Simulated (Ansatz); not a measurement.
NbH: energy above lowest point against volume scale

All results are calculated (Ansatz 0.2.0). Free energy against uniform scaling of the volume at fixed shape and fractions; periodic cell, basis, potentials, k mesh and filling as listed.

The cell before it is scaled or strained (space group I4/mmm, No. 139):
```
cell vectors (Å)
  -1.6070     1.6070     1.9843
   1.6070    -1.6070     1.9843
   1.6070     1.6070    -1.9843
atoms (fractions of the cell vectors)
Nb  0.00000  0.00000  0.00000
H   0.50000  0.50000  0.00000
```

Settings of every row: functional LDA; dispersion none; potentials all-electron LAPW; k mesh 13x13x13; k shift 0x0x0; occupations cold; smearing width 0.1 eV; spin none; SCF threshold exponent -9.

Limits: coarse k mesh, up to 40 meV an atom off; the cell comes from a prototype or a list of computed structures and needn't be the stable phase.

```csv
row,volume scale,V (Å³/atom),energy above lowest point (meV/atom)
1,0.94,9.634,0
2,0.97,9.941,?
3,1,10.249,21
4,1.03,10.556,46.8
5,1.06,10.864,80.7
```

Question: what energy above lowest point should row 2 give?

Worked fit of energy above lowest point. Take u = (V_r/V)^(2/3) − 1 with V_r = 10.402 Å³ an atom, which is twice the finite (Eulerian) strain; such expansions in the strain, on which the Birch-Murnaghan equation of state is built, carry the rest volume and the bulk modulus. The shown rows have u = 0.05246, 0.00993, -0.00975, -0.02856. Least squares give energy above lowest point = 32.75 − 1307.8 × u + 13028 × u² meV/atom; a straight line predicts inner rows, each left out in turn, worse (root mean square 13 against 0.13 meV/atom). The rows lie off it by 0.0, 0.0, 0.1, 0.0. Its lowest point lies at u = 0.0502, or V = 9.665 Å³ an atom, and the curvature there gives the bulk modulus at fixed shape and fractions, B = (4/9)(1 + u)² E″(u)/V = 212 GPa. Letting shape and atoms relax would as a rule lower it, by much in layered, chain or molecular crystals. The withheld row has u = 0.03068, so the fit gives 32.75 − 1307.8 × (0.03068) + 13028 × (0.03068)² = 4.9 meV/atom.

The calculation gave 4.9 meV/atom. The fit meets it to the printed digit.
